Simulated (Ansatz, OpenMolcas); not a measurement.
# C2F4O (trifluoroacetyl fluoride): methods side by side

C2F4O has 7 atoms, charge 0, and is taken as a singlet. SMILES: `O=C(F)C(F)(F)F`. The shape is that of a PBE0-D4/def2-TZVP optimisation.

| atom | x (Å) | y (Å) | z (Å) |
| --- | --- | --- | --- |
| O | 1.0612 | -1.3962 | 0.7011 |
| C | 0.0890 | -0.7981 | 0.4351 |
| F | -1.1368 | -1.2010 | 0.7399 |
| C | 0.0181 | 0.5518 | -0.3064 |
| F | -0.6979 | 0.4183 | -1.4187 |
| F | -0.5643 | 1.4616 | 0.4688 |
| F | 1.2308 | 0.9636 | -0.6198 |

Quantity: the HOMO–LUMO gap, in eV. The values are calculated.

| level | kind | program | value (eV) | CPU time |
| --- | --- | --- | --- | --- |
| HF/cc-pVDZ | Hartree–Fock | OpenMolcas | 17.49 | 13 s |
| SVWN5/cc-pVDZ | LDA | Ansatz | 5.25 | 3.9 s |
| BLYP/cc-pVDZ | GGA | OpenMolcas | 5.36 | 31 s |
| M06-L/cc-pVDZ | meta-GGA | OpenMolcas | 6.09 | 38 s |
| r2SCAN/cc-pVDZ | meta-GGA | OpenMolcas | 5.95 | 41 s |
| r2SCAN0/cc-pVDZ | hybrid meta-GGA | Ansatz | 8.71 | 14 s |
| CAM-B3LYP/cc-pVDZ | range-separated hybrid | Ansatz | 11.06 | 8.3 s |
| PBE-QIDH/cc-pVDZ | double hybrid | Ansatz | 13.69 | 12 s |

The values span 5.25 to 17.49 eV. Orbital gaps aren't excitation energies, and those of double hybrids come from the SCF part alone; they tend to grow with the share of exact exchange. Times are those of the runs behind each value, whatever else they computed, on shared processors of several kinds: orders of magnitude only.

The four semilocal functionals lie close together, from 5.25 to 6.09 eV, with both meta-GGAs above the LDA and the GGA. The clearest comparison is between r2SCAN and r2SCAN0, which share a parent functional: the gap opens from 5.95 to 8.71 eV, probably because nonlocal exchange stabilises the occupied levels while leaving the virtual ones closer to electron-attachment levels.

In an acyl fluoride, the frontier orbitals are expected to be an in-plane oxygen lone pair, mixed with σ orbitals, and the carbonyl π* orbital. The CF3 group pulls both down inductively, whereas π donation from the acyl fluorine pushes π* up, which helps keep the gap wide. The spread therefore reflects how each method places these levels, not a change in the molecule's bonding.

Without diffuse functions in the basis, the upper end of the range can't be taken as a converged electron-attachment limit, since a weakly bound or unbound virtual level would be artificially confined.
